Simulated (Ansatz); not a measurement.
TaN: the change of pressure and largest V_zz with volume scale

Results calculated with Ansatz 0.2.0, not measured. Periodic Kohn-Sham DFT of a crystal at fixed atoms, scaled to volume_scale times the given cell; pressure positive in compression, energy less spherical unpolarised free atoms, largest_vzz the field gradient of largest size among the nuclei.

The cell before it is scaled or strained (space group P6/mmm, No. 191):
```
cell vectors (Å)
   5.1850     0.0000     0.0000
  -2.5925     4.4903     0.0000
   0.0000     0.0000     2.9080
atoms (fractions of the cell vectors)
Ta  0.00000  0.00000  0.00000
Ta  0.33333  0.66667  0.50000
Ta  0.66667  0.33333  0.50000
N   0.50000  0.00000  0.00000
N   0.50000  0.50000  0.00000
N   0.00000  0.50000  0.00000
```

Settings of every row: method all-electron PAW; functional LDA; relativity scalar; k mesh 5x5x8; filling fermi-dirac; smearing width 0.03 eV; nucleus gaussian.

Atom start moment: 0 on all atoms.

Limits: field gradient without spin-orbit coupling on heavy atoms; no gap: field gradients move with the k mesh; no spin-orbit coupling on heavy atoms.

```csv
row,volume scale,V (Å³/atom),pressure (GPa),largest V_zz (1e21 V/m^2)
1,0.94,10.607,17.475,-46.41
2,0.96,10.833,9.261,-46.384
3,0.98,11.058,1.877,-46.297
4,0.99,11.171,?,?
5,1,11.284,-4.763,-46.155
6,1.01,11.397,-7.827,-46.078
7,1.02,11.51,-10.732,-45.976
8,1.04,11.735,-16.098,-45.742
9,1.06,11.961,-20.919,-45.471
```

Question: what pressure and largest V_zz should row 4 give?

Worked fit of pressure. Take u = (V_r/V)^(2/3) − 1 with V_r = 11.341 Å³ an atom, which is twice the finite (Eulerian) strain; such expansions in the strain, on which the Birch-Murnaghan equation of state is built, carry the rest volume and the bulk modulus. The shown rows have u = 0.04562, 0.03102, 0.01699, 0.00336, -0.00328, -0.00981, -0.02251, -0.03486. Least squares give pressure = −6.3328 + 462.94 × u + 1286.59 × u² GPa; a straight line predicts inner rows, each left out in turn, worse (root mean square 0.66 against 0.019 GPa). The rows lie off it by 0.011, -0.005, -0.027, 0.000, 0.010, 0.018, 0.004, -0.012 (root mean square 0.014 GPa). The pressure vanishes at u = 0.0132, or V = 11.12 Å³ an atom, and there the bulk modulus at fixed shape and fractions is B = −V dP/dV = (2/3)(1 + u) dP/du = 336 GPa. Letting shape and atoms relax would as a rule lower it, by much in layered, chain or molecular crystals. The withheld row has u = 0.01012, so the fit gives −6.3328 + 462.94 × (0.01012) + 1286.59 × (0.01012)² = -1.516 GPa.

The calculation gave -1.532 GPa. The fit lies 0.016 GPa (1 % of the value, 0.042 % of the column's range) above it; its largest miss of a shown row is 0.027 GPa.

Worked fit of largest V_zz. Take t = volume scale − 1. The shown rows have t = -0.06, -0.04, -0.02, 0, 0.01, 0.02, 0.04, 0.06. Least squares give largest V_zz = −46.16 + 7.894 × t + 60.88 × t² 1e21 V/m^2; a straight line predicts inner rows, each left out in turn, worse (root mean square 0.07 against 0.0056 1e21 V/m^2). The rows lie off it by 0.004, -0.006, -0.003, 0.005, -0.003, 0.002, 0.005, -0.004 (root mean square 0.0042 1e21 V/m^2). The withheld row has t = -0.01, so the fit gives −46.16 + 7.894 × (-0.01) + 60.88 × (-0.01)² = -46.233 1e21 V/m^2.

The calculation gave -46.23 1e21 V/m^2. The fit lies 0.003 1e21 V/m^2 (0.32 % of the column's range) below it; its largest miss of a shown row is 0.006 1e21 V/m^2.
